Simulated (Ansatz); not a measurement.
A series in volume ratio on GePd

Results calculated with Ansatz 0.2.0, not measured. Plane-wave density functional theory, PAW datasets, Gaussian smearing 0.05 eV: equation of state, the given cell scaled in volume with shape and atoms relaxed at each volume.

The cell before it is scaled or strained (space group Fm-3m, No. 225):
```
GePd
1.0
      0.0000     2.5651     2.5651
      2.5651     0.0000     2.5651
      2.5651     2.5651     0.0000
Pd Ge
1 1
Direct
  0.50000 0.50000 0.50000
  0.00000 0.00000 0.00000
```

Settings of every row: paw set soft_2; functional PBEsol; spin treatment none; moment partition spheres; spin axis none; wave cutoff 420 eV; k mesh 10x10x10; symmetry use detected.

Atom hubbard u: 0 on all atoms.

Limits: the cell comes from a prototype or a list of computed structures and needn't be the stable phase.

```
row  volume ratio  V (Å³/atom)  pressure (GPa)  energy above given cell (meV per atom)
  1          0.96       16.202           5.859                                   11.85
  2          0.98        16.54               ?                                       ?
  3             1       16.877          -0.002                                       0
  4          1.02       17.215          -2.443                                    2.65
  5          1.04       17.552          -4.605                                   10.15
```

Question: what pressure and energy above given cell should row 2 give?

Worked fit of pressure. Take u = (V_r/V)^(2/3) − 1 with V_r = 17.046 Å³ an atom, which is twice the finite (Eulerian) strain; such expansions in the strain, on which the Birch-Murnaghan equation of state is built, carry the rest volume and the bulk modulus. The shown rows have u = 0.03443, 0.00666, -0.00656, -0.01931. Least squares give pressure = −1.2598 + 185.216 × u + 625.28 × u² GPa; a straight line predicts inner rows, each left out in turn, worse (root mean square 0.28 against 0.0099 GPa). The rows lie off it by 0.001, -0.003, 0.005, -0.002 (root mean square 0.0031 GPa). The pressure vanishes at u = 0.0067, or V = 16.88 Å³ an atom, and there the bulk modulus with shape and atoms relaxed is B = −V dP/dV = (2/3)(1 + u) dP/du = 130 GPa. The withheld row has u = 0.02029, so the fit gives −1.2598 + 185.216 × (0.02029) + 625.28 × (0.02029)² = 2.756 GPa.

The calculation gave 2.754 GPa. The fit lies 0.002 GPa (0.019 % of the column's range) above it; its largest miss of a shown row is 0.005 GPa.

Worked fit of energy above given cell. Take u = (V_r/V)^(2/3) − 1 with V_r = 17.046 Å³ an atom, which is twice the finite (Eulerian) strain; such expansions in the strain, on which the Birch-Murnaghan equation of state is built, carry the rest volume and the bulk modulus. The shown rows have u = 0.03443, 0.00666, -0.00656, -0.01931. Least squares give energy above given cell = 0.667 − 198.31 × u + 15190.6 × u² meV per atom; a straight line predicts inner rows, each left out in turn, worse (root mean square 6.7 against 0.057 meV per atom). The rows lie off it by 0.00, -0.02, 0.03, -0.01. Its lowest point lies at u = 0.0065, or V = 16.88 Å³ an atom, and the curvature there gives the bulk modulus with shape and atoms relaxed, B = (4/9)(1 + u)² E″(u)/V = 130 GPa. The withheld row has u = 0.02029, so the fit gives 0.667 − 198.31 × (0.02029) + 15190.6 × (0.02029)² = 2.90 meV per atom.

The calculation gave 2.84 meV per atom. The fit lies 0.06 meV per atom (2.1 % of the value, 0.51 % of the column's range) above it; its largest miss of a shown row is 0.03 meV per atom.
